\paragraph{0. Premises and conventions.}
Energies are in hartree ($E_h$) and lengths in bohr. The nucleus is a fixed point charge $Z$, the Hamiltonian is nonrelativistic, and there are four electrons. The correlation energy is $E_c=E-E_{\rm HF}$, where $E$ is the exact ground energy of this Hamiltonian and $E_{\rm HF}$ is the restricted Hartree--Fock energy with two doubly occupied $s$ orbitals. Orbitals are real, radial functions obey $\int P^2dr=1$, and $(ab|cd)$ is the repulsion between the densities $ab$ and $cd$. The Slater integrals are
\begin{equation}
F^k(a,b)=\iint P_a^2(r_1)\frac{r_<^k}{r_>^{k+1}}P_b^2(r_2)\,dr_1dr_2 ,
\end{equation}
and $G^k(a,b)$, in which both densities are replaced by $P_aP_b$.

\paragraph{1. Where the parameter $1/Z$ comes from.}
Measure every coordinate in units of $1/Z$ bohr. The kinetic energy then carries $Z^2$, the nuclear attraction $Z\cdot Z$, and the repulsion one factor $Z$:
\begin{equation}
H=Z^2(H_0+\lambda V),\quad H_0=\sum_i\Big(-\tfrac12\nabla_i^2-\frac1{r_i}\Big),\quad V=\sum_{i<j}\frac1{r_{ij}},\quad \lambda=\frac1Z .
\end{equation}
Neither $H_0$ nor $V$ contains $Z$. An eigenvalue $\epsilon=E_0+\lambda E_1+\lambda^2E_2+\dots$ of $H_0+\lambda V$ therefore gives $E=Z^2E_0+ZE_1+E_2+\dots$ with pure numbers $E_n$. Until comment 13 all integrals are over $Z=1$ hydrogen functions.

\paragraph{2. How large the degenerate level is.}
A determinant of hydrogenic spin orbitals has $H_0$ energy $-\sum_i 1/(2n_i^2)$. Only two spin orbitals have $n=1$, so the lowest value is $E_0=-\frac12-\frac12-\frac18-\frac18=-\frac54$. It is shared by all ways of placing two electrons in the eight $n=2$ spin orbitals, $\binom82=28$ determinants: 1 from $2s^2$, 12 from $2s2p$, 15 from $2p^2$. The configurations of one parity with common principal quantum numbers form what Layzer (1959) called a complex. The next level of $H_0$, $1s^2\,2l\,3l'$, lies higher by $g=\frac18-\frac1{18}=\frac5{72}$. Let $\mathcal P$ project on the 28 states and $\mathcal Q=1-\mathcal P$.

\paragraph{3. Why first order means diagonalising.}
Write $\Psi=\mathcal P\Psi+\mathcal Q\Psi$ in $(H_0+\lambda V)\Psi=\epsilon\Psi$. The $\mathcal Q$ projection gives $\mathcal Q\Psi=-\lambda A^{-1}\mathcal QV\mathcal P\Psi$ with $A=\mathcal Q(H_0+\lambda V-\epsilon)\mathcal Q$. The inverse exists for small $\lambda$: $V\ge0$ keeps $\mathcal Q(H_0+\lambda V)\mathcal Q$ at or above $E_0+g$, while $\epsilon\to E_0$. Inserting this in the $\mathcal P$ projection and dividing by $\lambda$,
\begin{equation}\label{eff}
\big[\mathcal PV\mathcal P+\lambda W+O(\lambda^2)\big]\mathcal P\Psi=\frac{\epsilon-E_0}{\lambda}\,\mathcal P\Psi,\qquad W=-\mathcal PV\mathcal Q\,(H_0-E_0)^{-1}\mathcal QV\mathcal P .
\end{equation}
At $\lambda\to0$ the zeroth-order state $\Psi_0$ is an eigenvector of $\mathcal PV\mathcal P$ and $E_1$ is its eigenvalue. If that eigenvalue is simple, $E_2=\langle\Psi_0|W|\Psi_0\rangle$, and $W$ rotates the eigenvector only at order $\lambda$. Since $\mathcal PV\mathcal P$ contains no $Z$, neither does $\Psi_0$.

\paragraph{4. Why the matrix is $2\times2$.}
$V$ commutes with $\mathbf L$, $\mathbf S$ and parity. The configuration $2s2p$ is odd, $2s^2$ gives ${}^1S$, and $2p^2$ gives ${}^3P$, ${}^1D$ and ${}^1S$ with $9+5+1=15$ states. The even ${}^1S$ block has two members, $\Phi_s=1s^22s^2$ and $\Phi_p=1s^22p^2\,{}^1S$.

\paragraph{5. The core is a one-electron potential.}
All 28 determinants contain $1s^2$. By the Slater--Condon rules a valence spin orbital has a Coulomb term with both core electrons and an exchange term with the one of like spin. On the valence pair space
\begin{equation}
\mathcal PV\mathcal P=F^0(1s,1s)+u(1)+u(2)+\frac1{r_{12}},\qquad u=2J_{1s}-K_{1s}.
\end{equation}
The operator $u$ is spherically symmetric, so it conserves $l$ and $m$; within $n=2$ it is diagonal with values $u_s$ and $u_p$. It shifts the diagonal elements and adds nothing to the coupling.

\paragraph{6. The angular factors in three lines.}
For a singlet pair the spatial function is symmetric. With real $p$ orbitals the rotational scalar is $(p_xp_x+p_yp_y+p_zp_z)/\sqrt3$, and the addition theorem turns it into a function of $\mu=\cos\omega_{12}$, the cosine of the angle between the two position vectors:
\begin{equation}
\phi_s=\frac{P_{2s}(r_1)P_{2s}(r_2)}{4\pi r_1r_2},\qquad \phi_p=\frac{P_{2p}(r_1)P_{2p}(r_2)}{4\pi r_1r_2}\,\sqrt3\,\mu .
\end{equation}
This fixes the relative phase; the sign chosen for a radial function drops out because each occurs twice. Use $1/r_{12}=\sum_k (r_<^k/r_>^{k+1})L_k(\mu)$, with $L_k$ the Legendre polynomials, and $\int d\Omega_1d\Omega_2\,f(\mu)/(4\pi)^2=\frac12\int_{-1}^1f\,d\mu$. The $ss$ factor $\frac12\int L_k\,d\mu$ is 1 for $k=0$. The $pp$ factor $\frac32\int\mu^2L_k\,d\mu$ is 1 for $k=0$ and $\frac25$ for $k=2$, because $\mu^2=(1+2L_2)/3$ and $\int L_2^2\,d\mu=\frac25$. The $sp$ factor $\frac{\sqrt3}2\int\mu L_k\,d\mu$ is $1/\sqrt3$ for $k=1$. All others vanish. The exchange integral of an $s$ orbital with one $p$ component equals its average over the three components, which carries $\frac12\int\mu L_1\,d\mu=\frac13$, so $(sp_z|sp_z)=G^1/3$. Hence
\begin{align}
H_{ss}&=F^0(1s,1s)+2u_s+F^0(2s,2s), & u_s&=2F^0(1s,2s)-G^0(1s,2s),\nonumber\\
H_{pp}&=F^0(1s,1s)+2u_p+F^0(2p,2p)+\tfrac25F^2(2p,2p), & u_p&=2F^0(1s,2p)-\tfrac13G^1(1s,2p),\nonumber\\
H_{sp}&=G^1(2s,2p)/\sqrt3 .
\end{align}

\paragraph{7. The radial integrals, done.}
The functions are $P_{1s}=2re^{-r}$, $P_{2s}=r(1-r/2)e^{-r/2}/\sqrt2$ and $P_{2p}=r^2e^{-r/2}/(2\sqrt6)$. The spherical potential of a density, $U_a(r)=r^{-1}\int_0^rP_a^2\,ds+\int_r^\infty P_a^2s^{-1}ds$, is
\begin{align}
U_{1s}&=\frac1r-e^{-2r}\Big(\frac1r+1\Big),\nonumber\\
U_{2p}&=\frac1r-e^{-r}\Big(\frac1r+\frac34+\frac r4+\frac{r^2}{24}\Big),\qquad U_{2s}=U_{2p}-\frac{r^2}{12}e^{-r}.
\end{align}
Then $F^0(a,b)=\int P_b^2U_a\,dr$, and $\int r^ne^{-ar}dr=n!/a^{n+1}$ with $\langle1/r\rangle=1/n^2$ gives
\begin{align}
F^0(1s,1s)&=1-\tfrac38=\tfrac58, & F^0(1s,2s)&=\tfrac14-\tfrac{13}{324}=\tfrac{17}{81},\nonumber\\
F^0(1s,2p)&=\tfrac14-\tfrac7{972}=\tfrac{59}{243}, & F^0(2p,2p)&=\tfrac14-\tfrac{35}{512}=\tfrac{93}{512},\nonumber\\
F^0(2s,2p)&=\tfrac14-\tfrac{45}{512}=\tfrac{83}{512}, & F^0(2s,2s)&=\tfrac{83}{512}-\tfrac6{512}=\tfrac{77}{512}.
\end{align}
When both electrons carry the same density $f$, the regions $r_1>r_2$ and $r_1<r_2$ contribute equally, and the integral is $2\int_0^\infty dx\,x^kf(x)\int_x^\infty f(r)\,r^{-k-1}dr$. For the coupling $f=r^3(1-r/2)e^{-r}/(4\sqrt3)$, the inner integral is $\int_x^\infty r(1-r/2)e^{-r}dr=-\frac12x^2e^{-x}$, and
\begin{equation}
G^1(2s,2p)=\frac1{24}\int_0^\infty\Big(\frac{x^7}4-\frac{x^6}2\Big)e^{-2x}dx=\frac1{24}\Big(\frac{315}{64}-\frac{45}{16}\Big)=\frac{45}{512}.
\end{equation}
Likewise $F^2(2p,2p)=\frac1{288}\int(x^7+x^6)e^{-2x}dx=\frac{45}{512}$. For $G^0(1s,2s)$, $f=\sqrt2\,r^2(1-r/2)e^{-3r/2}$, the inner integral is $\sqrt2\,(\frac4{27}+\frac{2x}9-\frac{x^2}3)e^{-3x/2}$ and the result is $\frac{16}{729}$. For the $1s$ function with a nodeless $\tilde p\propto r^2e^{-\eta r}$, whose squared normalisation constant is $(2\eta)^5/24$, the inner and outer integrals give $\frac{21}4(1+\eta)^{-7}$ times the prefactor $4(2\eta)^5/24$:
\begin{equation}\label{g1}
G^1(1s,\tilde p)=\frac{28\,\eta^5}{(1+\eta)^7},\qquad G^1(1s,2p)=\frac{112}{2187}\quad(\eta=\tfrac12).
\end{equation}

\paragraph{8. The matrix and its roots.}
The core potentials are $u_s=\frac{34}{81}-\frac{16}{729}=\frac{290}{729}$ and $u_p=\frac{118}{243}-\frac{112}{6561}=\frac{3074}{6561}$, so $u_p-u_s=\frac{464}{6561}=0.070721$. The $2p^2\,{}^1S$ pair repulsion is $\frac{93}{512}+\frac{18}{512}=\frac{111}{512}$. Therefore
\begin{align}
H_{ss}&=\tfrac58+\tfrac{580}{729}+\tfrac{77}{512}=\tfrac{586373}{373248}=1.571001,\nonumber\\
H_{pp}&=\tfrac58+\tfrac{6148}{6561}+\tfrac{111}{512}=\tfrac{5975567}{3359232}=1.778849,\nonumber\\
H_{sp}&=\tfrac{15\sqrt3}{512}=0.050744 .
\end{align}
The gap $\Delta=H_{pp}-H_{ss}=0.207848$ is the sum of $2(u_p-u_s)=0.141442$, from the better penetration of the core by $2s$, and $\frac{34}{512}=0.066406$ from the valence repulsion. With $\rho=\sqrt{\Delta^2/4+H_{sp}^2}=0.115651$ the secular equation has the roots $\frac12(H_{ss}+H_{pp})\mp\rho$:
\begin{equation}\label{E1}
E_1=\frac{2813231-5\sqrt{1509308377}}{1679616}=1.559274,\qquad E_1^{+}=1.790576 .
\end{equation}
The coefficient $E_1$ is irrational, which no single-configuration average over hydrogenic orbitals could be. The lower eigenvector follows from the first row, $(H_{ss}-E_1)c_s+H_{sp}c_p=0$:
\begin{equation}\label{mix}
\Psi_0=\cos\theta\,\Phi_s-\sin\theta\,\Phi_p,\qquad \tan\theta=\frac{H_{ss}-E_1}{H_{sp}}=0.2311,
\end{equation}
so that $\theta=13.01^\circ$, $\cos\theta=0.9743$, $\sin\theta=0.2252$, and the $2p^2$ weight is $\sin^2\theta=0.0507$. The sign has a physical reading. Outside the $2s$ node ($r=2$) both radial products are positive, and the term $-\sqrt3\,\mu\sin\theta$ lowers the amplitude for electrons on the same side of the nucleus and raises it on opposite sides. This is angular correlation that costs no energy at order $Z^2$. Texts that use another phase for $\Phi_p$ reverse the signs of $H_{sp}$ and $c_p$ together.

\paragraph{9. The lower root is the ground state.}
The other blocks of $\mathcal PV\mathcal P$ lie above $H_{ss}$. For $2s2p\,{}^3P$ the pair energy is $F^0-G^1/3=\frac{68}{512}$, which puts it $\frac{464}{6561}-\frac9{512}=0.0531$ above $H_{ss}$; the ${}^1P$ term, with $+G^1/3$, is higher. For any $2p^2$ term $r_{12}\le2r_>$ gives a pair energy of at least $\frac12F^0(2p,2p)$, hence a position at least $\frac{928}{6561}+\frac{93}{1024}-\frac{77}{512}=0.082$ above $H_{ss}$. So $E_1$ is the simple lowest eigenvalue of the whole $28\times28$ matrix.

\paragraph{10. Why Hartree--Fock has the linear coefficient $H_{ss}$.}
This step is often only asserted. Let $\epsilon_{\rm HF}=E_{\rm HF}/Z^2$ belong to the optimal determinant $D_\lambda$. The hydrogenic determinant $\Phi_s$ is an allowed trial function, so $\epsilon_{\rm HF}\le E_0+\lambda H_{ss}$. Because $V\ge0$, also $\langle H_0\rangle_{D_\lambda}-E_0\le\lambda H_{ss}$, and since this excess is at least $g\|\mathcal QD_\lambda\|^2$, the weight outside the degenerate level is at most $\lambda H_{ss}/g$. Thus $D_\lambda$ approaches the $\mathcal P$ space, in norm and in the energy norm of $H_0$, in which $\langle V\rangle$ is continuous. The only determinant of doubly occupied $s$ orbitals in that space is $\Phi_s$. Hence $\langle V\rangle_{D_\lambda}\to H_{ss}$ and $\epsilon_{\rm HF}\ge E_0+\lambda[H_{ss}+o(1)]$. The two bounds meet. Expanding the orbitals in powers of $\lambda$, the first-order change of $D_\lambda$ is a sum of single excitations $1s,2s\to$ higher $s$ functions, and its second-order change does not enter at order $\lambda^2$ since $(H_0-E_0)\Phi_s=0$. So $E_2^{\rm HF}$ is the second-order sum of $\Phi_s$ restricted to these singles. Subtracting,
\begin{equation}\label{Ec}
E_c=(E_1-H_{ss})Z+(E_2-E_2^{\rm HF})+O(Z^{-1}),\qquad E_1-H_{ss}=\frac\Delta2-\rho=-0.011727 .
\end{equation}
The $Z^2$ terms cancel, the linear ones do not, and $E_c\simeq-0.01173\,Z$ hartree asymptotically, a result associated with Linderberg and Shull (1960). The overlap of the exact state with the Hartree--Fock determinant tends to $\cos\theta$ and not to 1. In two-electron ions the level $1s^2$ is nondegenerate, and in three-electron ions $1s^22s$ and $1s^22p$ differ in $L$ and parity, so there the linear terms cancel and $E_c$ tends to a constant.

\paragraph{11. Would a less restricted determinant remove the linear term?}
The limit determinant could use $2s$--$2p$ hybrids, $\varphi_\sigma=\sqrt{1-|\mathbf b_\sigma|^2}\,s+\mathbf b_\sigma\cdot\mathbf p$, for the two valence spins $\sigma$. The density of each contains the cross term $2\,{\rm Re}\,\mathbf b_\sigma\cdot s\mathbf p$ at first order. To second order in $\mathbf b$ the linear coefficient changes by
\begin{equation}
\big(|\mathbf b_\uparrow|^2+|\mathbf b_\downarrow|^2\big)\Big(\frac{464}{6561}+\frac{83-77}{512}\Big)+4\cdot\frac{15}{512}\,{\rm Re}\,\mathbf b_\uparrow\cdot{\rm Re}\,\mathbf b_\downarrow .
\end{equation}
The softest direction is real $\mathbf b_\downarrow=-\mathbf b_\uparrow=\mathbf b$, with the value $(\frac{928}{6561}-\frac{48}{512})b^2=+0.0477\,b^2$. It is positive, so in the limit $Z\to\infty$ the restricted solution is locally stable against such spin and space symmetry breaking. The margin is small, and the statement says nothing about low $Z$.

\paragraph{12. Why ordinary second order gives a linear term, but the wrong one.}
In physical units the coupling is $ZH_{sp}$ and the gap $Z\Delta$, so their ratio does not fall with $Z$. Expanding the root,
\begin{equation}
\frac\Delta2-\rho=-\frac{H_{sp}^2}{\Delta}+\frac{H_{sp}^4}{\Delta^3}-\dots=-0.012388+0.00074-\dots,
\end{equation}
and every term contributes to $E_c$ at the same order $Z$. Second-order M\o ller--Plesset theory uses Fock eigenvalues instead of $\Delta$. At order $\lambda$ these are $u_s+\frac{77}{512}$ for $2s$ and $u_p+2\cdot\frac{83}{512}-\frac{15}{512}$ for the virtual $2p$, on top of the common $-\frac18$. The denominator of $2s^2\to2p^2$ is $2(\frac{464}{6561}+\frac{74}{512})=0.430504$ and the numerator is $3(\frac{15}{512})^2=H_{sp}^2$; all other double excitations have denominators of order $Z^2$ and give constants. The linear coefficient is $-0.005981$, which is 51\% of the exact one in \eqref{Ec}.

\paragraph{13. The size of what has been dropped.}
The constant in \eqref{Ec} has two kinds of contribution, and both can be sized.

(a) \emph{Relaxation.} Give all orbitals a common charge $\zeta$ in place of $Z$. The kinetic energy is $\frac54\zeta^2$, the nuclear attraction $-\frac52Z\zeta$, and the repulsion matrix is $\zeta$ times that of comment 8. The $2s$ and $2p$ functions have equal kinetic energy and equal $\langle1/r\rangle$, and one-electron operators do not connect $\Phi_s$ with $\Phi_p$, so $\theta$ is unchanged. Minimising $\frac54\zeta^2-\frac52Z\zeta+E_1\zeta$ gives
\begin{equation}\label{sc}
\zeta=Z-\tfrac25E_1,\qquad E\le-\tfrac54Z^2+E_1Z-\tfrac15E_1^2 .
\end{equation}
The bound holds for all large $Z$, so $E_2\le-E_1^2/5=-0.486$. The same holds for one determinant with $H_{ss}$ in place of $E_1$. The difference of the two bounds is
\begin{equation}\label{scd}
(E_1-H_{ss})\Big[Z-\frac{E_1+H_{ss}}5\Big]=-0.011727\,(Z-0.626),
\end{equation}
a constant of $+0.0073$. A difference of upper bounds is no bound on $E_c$; it shows that most of $E_2$ is common to both functions and cancels, and it indicates the sign and order of one relaxation effect.

(b) \emph{Dynamic correlation.} $H_0$ leaves invariant the block of states with $1s$ empty, $2s$ full, and two electrons in $p$ orbitals of any radial shape. This block contributes additively to $E_2=\langle\Psi_0|W|\Psi_0\rangle$ and not at all to $E_2^{\rm HF}$. For the positive operator $B=H_0-E_0$ on the block, the Cauchy--Schwarz inequality, which is the content of the Hylleraas functional, gives a contribution at or below $-|\langle\Phi|V|\Psi_0\rangle|^2/\langle\Phi|B|\Phi\rangle$ for any trial $\Phi$ in it. Take $\Phi=2s^2\tilde p^2\,{}^1S$ with $\eta=\frac32$, a convenient choice. The one-electron energy of $\tilde p$ is $\frac12\eta^2-\frac12\eta$, so $\langle B\rangle=\eta^2-\eta-\frac14+\frac54=\frac74$. The component $\Phi_s$ couples through $1s^2\to\tilde p^2$ with $G^1(1s,\tilde p)/\sqrt3$, where \eqref{g1} gives $G^1=0.3484$. The component $\Phi_p$ couples through $1s^2\to2s^2$ with $G^0(1s,2s)S^2$, where the squared $2p$--$\tilde p$ overlap is $S^2=[2\eta/(\eta+\frac12)^2]^5=0.2373$; the parts of $\Phi$ that contain the component of $\tilde p$ orthogonal to $2p$ differ from $\Phi_p$ in three or more spin orbitals and give zero. Then
\begin{equation}\label{dyn}
\langle\Phi|V|\Psi_0\rangle=\cos\theta\,\frac{G^1}{\sqrt3}-\sin\theta\,S^2\,\frac{16}{729}=0.1948,\qquad E_2^{\rm block}\le-\frac{0.1948^2}{7/4}=-0.0217 .
\end{equation}
This is the $p$-wave part of the core pair only. Radial core correlation, higher partial waves, core--valence pairs and the remaining valence excitations are further blocks, each of them non-positive in $E_2$.

\paragraph{14. Range of validity.}
The coefficients in \eqref{E1}, \eqref{mix} and \eqref{Ec} are exact limits for the stated Hamiltonian. The series in $1/Z$ converges for large enough $Z$, since $V$ is relatively bounded with respect to $H_0$ and the level is isolated (Kato's theory); the radius is not determined here.

At low $Z$ the treatment needs the splitting inside the complex, $Z\Delta$, to be small against the distance $gZ^2$ to the next one. The ratio is $72\Delta/(5Z)=2.99/Z$. It falls slowly, so $\theta$ and the slope $dE_c/dZ$ approach their limits only with corrections of relative order $1/Z$ whose coefficients need the full operator $W$ of \eqref{eff}.

At high $Z$ relativity lifts the premise itself. For a point nucleus the Dirac levels $2s_{1/2}$ and $2p_{1/2}$ stay degenerate, while $2p_{3/2}$ lies higher by $\alpha^2Z^4/32$ at leading order. In $2p^2\,{}^1S$ the spin--orbit average vanishes, which requires on average $\frac43$ electrons with $j=\frac32$, so the gap $Z\Delta$ grows by $\alpha^2Z^4/24$; two-electron relativistic terms are smaller by a power of $Z$. This shift reaches a tenth of $Z\Delta$ at $Z=(2.4\,\Delta/\alpha^2)^{1/3}\approx21$ and equals it at $Z\approx45$. Beyond that the ${}^1S$ label fails, $2p^2\,{}^3P_0$ enters, and only $2p_{1/2}^2$ remains close to $2s^2$. Equation \eqref{Ec} stays true as a statement about the nonrelativistic $E_c$, but for real ions it is informative in a window, roughly from the lower teens of $Z$, where $2.99/Z$ has dropped to about a quarter, to the low twenties.

\paragraph{15. Illustration: B$^+$, $Z=5$.}
The zeroth-order energy is $-\frac54\cdot25=-31.25\,E_h$, and the repulsion matrix of the ${}^1S$ block is
\begin{equation}
Z\begin{pmatrix}H_{ss}&H_{sp}\\H_{sp}&H_{pp}\end{pmatrix}=\begin{pmatrix}7.8550&0.2537\\0.2537&8.8942\end{pmatrix}E_h ,
\end{equation}
with lower root $7.7964\,E_h$. The model's linear correlation term is $5\times(-0.011727)=-0.0586\,E_h$, or $-1.60$ eV, with a $2p^2$ weight of $0.0507$. The scaled functions of \eqref{sc} have $\zeta=4.376$ and energy $-23.940\,E_h$ for two configurations, $\zeta=4.372$ and $-23.889\,E_h$ for one; their difference, by \eqref{scd}, is $-0.0513\,E_h$. Relativity is harmless here: the gap of $1.039\,E_h$ grows by $\alpha^2Z^4/24=0.0014\,E_h$, and since the derivative of $\Delta/2-\rho$ with respect to $\Delta$ is $\sin^2\theta$, the lowering shrinks by only $7\times10^{-5}E_h$. The $1/Z$ side is the weak one. The ratio of comment 14 is $0.60$, and the single block \eqref{dyn} already adds at least $0.0217\,E_h$ in magnitude, more than a third of the linear term, so one or two figures are all that the term can mean for this ion. As typical knowledge and not as a measurement, the full nonrelativistic correlation energy of B$^+$ is roughly $-0.11\,E_h$ and its two-configuration $2p^2$ weight roughly $0.08$: the model's $-0.059\,E_h$ is too small in magnitude by about half, the terms of order $Z^0$ and beyond supplying about $-0.05\,E_h$, and its weight is low by about a third.